# Picture change of local operators and of the position operator

## 1. Premises and conventions

One electron in a static scalar potential energy $V(\mathbf r)$, energy zero shifted by $mc^2$, standard representation:

$$h=\begin{pmatrix}V & c\,\boldsymbol\sigma\cdot\mathbf p\\ c\,\boldsymbol\sigma\cdot\mathbf p & V-2mc^2\end{pmatrix},\qquad \psi=\begin{pmatrix}\psi^L\\ \psi^S\end{pmatrix},\qquad \mathbf p=-i\hbar\nabla .$$

- $\mathbf L=\mathbf r\times\mathbf p$ carries its factor $\hbar$. Pauli algebra: $\sigma_i\sigma_j=\delta_{ij}+i\epsilon_{ijk}\sigma_k$.
- Premise P1: the electronic (positive-energy) solutions are fixed by their large components. One state-independent linear operator $X$ gives $\psi^S=X\psi^L$ for all of them.
- Premise P2, used from Section 3 on: $X$ has a formal expansion in $1/c$. Section 6 states where it holds.
- Numbers are in Hartree atomic units, $\hbar=m=e=4\pi\epsilon_0=1$, $c=1/\alpha=137.036$, lengths in bohr ($a_0$).

## 2. Exact result

**Equation for $X$.** Insert $\psi^S=X\psi^L$ in $h\psi=E\psi$. The upper row gives $E\psi^L=(V+c\,\boldsymbol\sigma\cdot\mathbf p\,X)\psi^L$. The lower row must equal $X$ times the upper row, for every electronic state. Hence the Riccati equation

$$2mc^2X=c\,\boldsymbol\sigma\cdot\mathbf p+[V,X]-X\,c\,\boldsymbol\sigma\cdot\mathbf p\,X. \tag{1}$$

**Renormalisation.** $\langle\psi_i|\psi_j\rangle=\langle\psi_i^L|1+X^\dagger X|\psi^L_j\rangle=\delta_{ij}$, so the large components are not orthonormal. Define $\phi$ by $\psi^L=R\phi$ and require $\langle\phi_i|\phi_j\rangle=\delta_{ij}$:

$$R^\dagger(1+X^\dagger X)R=1. \tag{2}$$

If $R$ solves (2), so does $RW$ with any unitary $W$. Convention here: the Hermitian positive root $R=(1+X^\dagger X)^{-1/2}$.

**Decoupling.** With $\bar R=(1+XX^\dagger)^{-1/2}$,

$$U=\begin{pmatrix}R & -X^\dagger\bar R\\ XR & \bar R\end{pmatrix}.$$

The diagonal blocks of $U^\dagger U$ are $1$ by (2) and its analogue for $\bar R$. The off-diagonal block is $R^\dagger(-X^\dagger+X^\dagger)\bar R=0$. The first column of $U$ maps $\phi$ onto the electronic subspace, $\psi=U(\phi,0)^T$. The second column spans its orthogonal complement. Both are invariant under the Hermitian $h$, so $U^\dagger hU$ is block diagonal.

**Operators.** Let $O$ have blocks $O_{LL},O_{LS},O_{SL},O_{SS}$. Substitute $\psi^L=R\phi$, $\psi^S=XR\phi$ in $\langle\psi_i|O|\psi_j\rangle$. The result is $\langle\phi_i|O_+|\phi_j\rangle$ with

$$O_+=R^\dagger\left(O_{LL}+O_{LS}X+X^\dagger O_{SL}+X^\dagger O_{SS}X\right)R, \tag{3}$$

the upper-left block $(U^\dagger OU)_{++}$. No expansion was made. Under $R\to RW$, $O_+\to W^\dagger O_+W$ and $\phi\to W^\dagger\phi$, so matrix elements do not depend on the convention, while the form of $O_+$ does.

For a local scalar function, $O=f(\mathbf r)\,1_4$,

$$f_+=R^\dagger\left(f+X^\dagger fX\right)R. \tag{4}$$

$X$ and $R$ depend on $\mathbf p$, so $f_+$ is non-local and spin dependent. The picture-change error is $\langle\phi|f|\phi\rangle-\langle\phi|f_+|\phi\rangle$, the departure from the Dirac value caused by using the untransformed $f$ with the transformed state.

**Products.** $U^\dagger OU$ is not block diagonal in general. Inserting $UU^\dagger=1$,

$$(AB)_+=A_+B_++A_{+-}B_{-+}. \tag{5}$$

**Energy derivatives.** If $h$ depends on a parameter $\lambda$, then $\partial_\lambda(U^\dagger hU)=U^\dagger(\partial_\lambda h)U+[U^\dagger hU,\,U^\dagger\partial_\lambda U]$, where $\partial_\lambda U^\dagger=-U^\dagger(\partial_\lambda U)U^\dagger$ was used. The commutator has zero mean in an eigenstate. So $\partial_\lambda E=\langle\phi|(\partial_\lambda h)_+|\phi\rangle$. Differentiating the decoupled energy yields the transformed property.

**Matrix form (X2C).** Large basis $\chi_\mu$, small basis $\boldsymbol\sigma\cdot\mathbf p\,\chi_\mu/(2mc)$. The metric blocks are the overlap $\mathbf S$ and $\mathbf T/(2mc^2)$, with $\mathbf T$ the matrix of $p^2/2m$. From the electronic eigenvectors, $\mathbf X=\mathbf C^S(\mathbf C^L)^{-1}$. Condition (2) becomes $\mathbf R^\dagger\tilde{\mathbf S}\mathbf R=\mathbf S$ with $\tilde{\mathbf S}=\mathbf S+\mathbf X^\dagger\mathbf T\mathbf X/(2mc^2)$. It is solved, as substitution shows, by $\mathbf R=\mathbf S^{-1/2}(\mathbf S^{-1/2}\tilde{\mathbf S}\mathbf S^{-1/2})^{-1/2}\mathbf S^{1/2}$. Equation (3) keeps its form, with $(\mathbf f_{SS})_{\mu\nu}=\langle\boldsymbol\sigma\cdot\mathbf p\,\chi_\mu|f|\boldsymbol\sigma\cdot\mathbf p\,\chi_\nu\rangle/(4m^2c^2)$.

## 3. Expansion to order $c^{-2}$

**Step 1: $X$.** Iterate (1) from $X=0$. Only odd powers of $1/c$ arise:

$$X_1=\frac{\boldsymbol\sigma\cdot\mathbf p}{2mc},\qquad X_3=\frac{[V,\boldsymbol\sigma\cdot\mathbf p]}{4m^2c^3}-\frac{p^2\,\boldsymbol\sigma\cdot\mathbf p}{8m^3c^3}.$$

**Step 2: $R$.** $(\boldsymbol\sigma\cdot\mathbf p)^2=p^2$, so $X^\dagger X=p^2/(4m^2c^2)+O(c^{-4})$ and $R=1-p^2/(8m^2c^2)+O(c^{-4})$.

**Step 3: insert in (4).** $X_3$ enters only through $X_1^\dagger fX_3$ and through $R$, both at $c^{-4}$. Thus

$$f_+=f+\frac{1}{4m^2c^2}\Big[\boldsymbol\sigma\cdot\mathbf p\,f\,\boldsymbol\sigma\cdot\mathbf p-\tfrac12\{p^2,f\}\Big]+O(c^{-4}).$$

**Step 4: split spin.** $\boldsymbol\sigma\cdot\mathbf p\,f\,\boldsymbol\sigma\cdot\mathbf p=p_ifp_i+i\epsilon_{ijk}\sigma_k\,p_ifp_j$. In the second term $p_if=fp_i-i\hbar\,\partial_if$, and $\epsilon_{ijk}p_ip_j=0$. It equals $\hbar\,\epsilon_{ijk}\sigma_k(\partial_if)p_j=\hbar\,\boldsymbol\sigma\cdot(\nabla f\times\mathbf p)$. The ordering is immaterial because $\nabla\times\nabla f=0$, so the term is Hermitian.

**Step 5: scalar part.** $[p_i,[p_i,f]]=p^2f-2p_ifp_i+fp^2$, and also $[p_i,[p_i,f]]=(-i\hbar)^2\nabla^2f$. Hence $p_ifp_i-\tfrac12\{p^2,f\}=\tfrac12\hbar^2\nabla^2f$.

**Result.**

$$f_+=f+\frac{\hbar^2}{8m^2c^2}\nabla^2f+\frac{\hbar}{4m^2c^2}\,\boldsymbol\sigma\cdot(\nabla f\times\mathbf p)+O(c^{-4}). \tag{6}$$

The potential $V$ does not appear at this order. For central $f$, $\nabla f=f'\,\mathbf r/r$ and the last term is $\hbar f'\,\boldsymbol\sigma\cdot\mathbf L/(4m^2c^2r)$.

**The Hamiltonian as a case of (3).** Apply (3) to $h$. The $V$ terms give $V_+$. The rest is $R[c\,\boldsymbol\sigma\cdot\mathbf pX+X^\dagger c\,\boldsymbol\sigma\cdot\mathbf p-2mc^2X^\dagger X]R$. Terms linear in $X_3$ cancel, since $2mc^2X_1=c\,\boldsymbol\sigma\cdot\mathbf p$. Terms in $X_1$ give $p^2/m-p^2/2m$, and the two factors $R$ add $-p^4/(8m^3c^2)$:

$$h_+=\frac{p^2}{2m}-\frac{p^4}{8m^3c^2}+V_++O(c^{-4}). \tag{7}$$

With (6) for $V_+$ this is the Pauli Hamiltonian. The Darwin and spin-orbit terms are the picture change of $V$.

**Density.** Write $\langle f_+\rangle=\int f\rho\,d^3r$, use $\boldsymbol\sigma\cdot(\nabla f\times\mathbf p)=\nabla f\cdot(\mathbf p\times\boldsymbol\sigma)$ and integrate (6) by parts:

$$\rho=\phi^\dagger\phi+\frac{\hbar^2}{8m^2c^2}\nabla^2(\phi^\dagger\phi)-\frac{\hbar}{4m^2c^2}\nabla\cdot\left[\phi^\dagger(\mathbf p\times\boldsymbol\sigma)\phi\right].$$

This is $\psi^\dagger\psi$ to order $c^{-2}$. Both corrections are divergences and carry no net charge.

## 4. Position operator

**First moment.** Take $f=x_k$: $\nabla^2f=0$, $\nabla f=\mathbf e_k$, and $\boldsymbol\sigma\cdot(\mathbf e_k\times\mathbf p)=(\mathbf p\times\boldsymbol\sigma)_k$:

$$\mathbf r_+=\mathbf r+\frac{\hbar}{4m^2c^2}\,\mathbf p\times\boldsymbol\sigma. \tag{8}$$

**Second moment.** Take $f=r^2$: $\nabla^2f=6$, $\nabla f=2\mathbf r$:

$$(r^2)_+=r^2+\frac{3\hbar^2}{4m^2c^2}+\frac{\hbar}{2m^2c^2}\,\boldsymbol\sigma\cdot\mathbf L. \tag{9}$$

**Consistency with (5).** Squaring (8), and using $\mathbf r\cdot(\mathbf p\times\boldsymbol\sigma)=(\mathbf p\times\boldsymbol\sigma)\cdot\mathbf r=\boldsymbol\sigma\cdot\mathbf L$, gives $\mathbf r_+\cdot\mathbf r_+=r^2+\hbar\,\boldsymbol\sigma\cdot\mathbf L/(2m^2c^2)$. The constant is absent. It comes from the odd blocks. From $U$, $\mathbf r_{+-}=R^\dagger[X^\dagger,\mathbf r]\bar R\simeq-i\hbar\boldsymbol\sigma/(2mc)$ and $\mathbf r_{-+}=\mathbf r_{+-}^\dagger\simeq+i\hbar\boldsymbol\sigma/(2mc)$. Their scalar product is $\hbar^2\boldsymbol\sigma\cdot\boldsymbol\sigma/(4m^2c^2)=3\hbar^2/(4m^2c^2)$, which restores (9). In general $f_+(\mathbf r)\neq f(\mathbf r_+)$.

**Non-commuting components.** From (8), $[x_+,y_+]=\frac{\hbar}{4m^2c^2}\sigma_z\left(-[x,p_x]+[p_y,y]\right)=-\frac{i\hbar^2}{2m^2c^2}\sigma_z$ at order $c^{-2}$. Equation (5) with $[x,y]=0$ gives the same: $-\hbar^2[\sigma_x,\sigma_y]/(4m^2c^2)$.

**Free electron, all orders.** For $V=0$, (1) is solved by $X=g\,\boldsymbol\sigma\cdot\mathbf p$, $g=c/(E_p+mc^2)$, $E_p=\sqrt{m^2c^4+c^2p^2}$, and $R^2=(E_p+mc^2)/(2E_p)$. Then $U$ is the free-particle Foldy–Wouthuysen transformation. With $x_k=i\hbar\,\partial/\partial p_k\equiv i\hbar\partial_k$,

$$x_{k,+}=R\left[(1+X^2)x_k+X[x_k,X]\right]R=x_k+i\hbar R^{-1}\partial_kR+i\hbar R^2X\partial_kX .$$

Pauli algebra gives $X\partial_kX=\tfrac12\partial_k(X^2)-ig^2(\mathbf p\times\boldsymbol\sigma)_k$. Differentiating $R^{-2}=1+X^2$ gives $R^{-1}\partial_kR=-\tfrac12R^2\partial_k(X^2)$, so the scalar parts cancel:

$$\mathbf r_+=\mathbf r+\frac{\hbar c^2\,\mathbf p\times\boldsymbol\sigma}{2E_p(E_p+mc^2)} .$$

For $E_p\to mc^2$ this is (8). The variable $\mathbf r$ in $\phi(\mathbf r)$ is therefore not the Dirac position, to which potentials couple.

## 5. Illustration: $\langle 1/r\rangle$ of $2p_{1/2}$ and $2p_{3/2}$ in Fe$^{25+}$

Model: one electron, fixed point nucleus, $V=-Z/r$, $Z=26$. Recoil, nuclear size and radiative corrections are outside the model. Let $\xi=(Z/c)^2=0.0360$ and $\eta=Z^3/c^2=0.9359\ a_0^{-1}$.

**Operator.** $\nabla^2(1/r)=-4\pi\delta(\mathbf r)$ and $f'/r=-1/r^3$. Equation (6) gives

$$(1/r)_+=\frac1r-\frac{\pi}{2c^2}\delta(\mathbf r)-\frac{\boldsymbol\sigma\cdot\mathbf L}{4c^2r^3}.$$

**Zeroth-order data.** The $2p$ radial density is $Z^5r^4e^{-Zr}/24$. Integration gives $\langle r^{-1}\rangle=Z/4$, $\langle r^{-2}\rangle=Z^2/12$, $\langle r^{-3}\rangle=Z^3/24$. The energy is $-Z^2/8$. Since $p^2\phi_0=2(E-V)\phi_0$, $\langle p^4\rangle=4\langle(E-V)^2\rangle=4Z^4(\tfrac1{64}-\tfrac1{16}+\tfrac1{12})=7Z^4/48$. The eigenvalue of $\boldsymbol\sigma\cdot\mathbf L=J^2-L^2-\tfrac34$ is $s=-2$ for $j=\tfrac12$ and $s=+1$ for $j=\tfrac32$. The contact term vanishes because $\phi_0(0)=0$.

**Operator correction.** $\Delta_{\rm op}=-s\langle r^{-3}\rangle/(4c^2)=-s\,\eta/96$, that is $+\eta/48$ and $-\eta/96$.

**State correction.** The untransformed mean $\langle\phi|r^{-1}|\phi\rangle$ needs the eigenfunction of (7). Add $\lambda/r$ to (7). This turns the charge in the Coulomb term into $Z'=Z-\lambda$ and leaves the prefactor $Z$ of the spin-orbit term $Z\boldsymbol\sigma\cdot\mathbf L/(4c^2r^3)$ unchanged. All terms conserve $l$ and $j$, so non-degenerate first-order theory in $c^{-2}$ applies:

$$E(Z',Z)=-\frac{Z'^2}{8}-\frac{7Z'^4}{384c^2}+\frac{sZZ'^3}{96c^2}.$$

By the Hellmann–Feynman theorem $\langle\phi|r^{-1}|\phi\rangle=\partial E/\partial\lambda=-\partial E/\partial Z'$ at $Z'=Z$. This is $Z/4+\Delta_{\rm st}$ with $\Delta_{\rm st}=(7-3s)\eta/96$, that is $13\eta/96$ and $\eta/24$.

**Sum.** $\Delta_{\rm st}+\Delta_{\rm op}=(7-4s)\eta/96$, that is $5\eta/32$ and $\eta/32$.

**Exact Dirac values.** Take the Dirac–Coulomb energy $E=c^2(W-1)$, $W=[1+\xi/(n_r+\gamma)^2]^{-1/2}$, $\gamma=\sqrt{\kappa^2-\xi}$, as given. Since $\partial h/\partial Z=-r^{-1}1_4$, $\langle1/r\rangle=-\partial E/\partial Z$.

- $2p_{1/2}$: $\kappa=1$, $n_r=1$, $W=\sqrt{(1+\gamma)/2}$, $\langle1/r\rangle=Z/(4\gamma W)=\frac Z4(1+\frac58\xi+\frac{63}{128}\xi^2+\dots)$. Here $\gamma=0.98184$, $W=0.99545$.
- $2p_{3/2}$: $\kappa=-2$, $n_r=0$, $W=\gamma/2$, $\langle1/r\rangle=Z/(2\gamma)=\frac Z4(1+\frac18\xi+\frac{3}{128}\xi^2+\dots)$. Here $\gamma=1.99098$.

As $Z\xi=\eta$, the linear terms are $5\eta/32$ and $\eta/32$. They equal the sums found above, and neither equals $\Delta_{\rm st}$ alone.

| $a_0^{-1}$ | $2p_{1/2}$ | $2p_{3/2}$ | difference |
|---|---|---|---|
| non-relativistic, $Z/4$ | 6.500 | 6.500 | 0 |
| $\Delta_{\rm st}$ | 0.127 | 0.039 | |
| $\Delta_{\rm op}$ | 0.019 | −0.010 | |
| untransformed $1/r$, order $c^{-2}$ | 6.627 | 6.539 | 0.088 |
| $(1/r)_+$, order $c^{-2}$ | 6.646 | 6.529 | 0.117 |
| Dirac, exact | 6.6505 | 6.5294 | 0.1211 |
| exact minus order $c^{-2}$ | 0.0043 | 0.0002 | |

Reading:

- $\Delta_{\rm op}$ is 0.3 % of $\langle1/r\rangle$ for $2p_{1/2}$, but $2/15$ of its $c^{-2}$ correction. For $2p_{3/2}$ the untransformed operator overshoots the $c^{-2}$ correction by $1/3$.
- The $j$ splitting is $\eta/8$ with $(1/r)_+$ and $3\eta/32$ without. One quarter is lost. The reason is visible in $E(Z',Z)$: the spin-orbit energy goes as $ZZ'^3$, and the untransformed operator sees three of the four powers.
- The neglected orders are not negligible for $2p_{1/2}$. The remainder 0.0043 is 22 % of $\Delta_{\rm op}$, and the $\xi^2$ term supplies 0.0041 of it. For $2p_{3/2}$ the remainder is 2 % of $|\Delta_{\rm op}|$. The remainder combines higher-order state and operator corrections, which are not separated here. The order-$c^{-2}$ rows are therefore printed to three decimals only.

## 6. Range of validity

- Equations (3) to (5) are exact for matrix elements between electronic states whenever P1 holds. In matrix form they reproduce the four-component values in the same basis, provided $\mathbf C^L$ is invertible. Responses beyond first order also need $O_{+-}$, or the dependence of $U$ on the perturbation.
- Equations (6), (8) and (9) assume the Hermitian $R$ and drop $O(c^{-4})$. They need $p\ll mc$ and $|E-V|\ll2mc^2$ where the integrand has weight. For one state the lower row of the Dirac equation reads $\psi^S=[1+(E-V)/2mc^2]^{-1}X_1\psi^L$, and the bracket cannot be expanded inside $r_c=Z/(2c^2)$. For $Z=26$, $r_c=0.00069\,a_0$, against $\langle r\rangle_{2p}=5/Z=0.192\,a_0$.
- Each further order brings terms with a factor $r_c/r$. For $2p$, $\langle r^{-4}\rangle=Z^4/24$, so the nominal relative size of such a term next to $\Delta_{\rm op}$ is $r_c\langle r^{-4}\rangle/\langle r^{-3}\rangle=\xi/2=0.018$. One order later $\langle r^{-5}\rangle$ diverges at the origin, so the series cannot be continued term by term for a point nucleus. Operators more singular than $1/r$ reach this point earlier and call for (3).
- $\nabla^2f$ is meant as a distribution. For $s$ states the contact term in $(1/r)_+$ contributes.
- Equation (6) covers even scalar operators $f\,1_4$. Odd operators such as $c\,\boldsymbol\alpha\cdot\mathbf A$ use the $LS$ and $SL$ terms of (3) and begin at order $c^0$ with $\{\boldsymbol\sigma\cdot\mathbf A,\boldsymbol\sigma\cdot\mathbf p\}/2m$.
- With several electrons, $X$ belongs to a chosen one-electron or mean-field $h$. The same $U$ must act on every property operator and on the electron–electron interaction.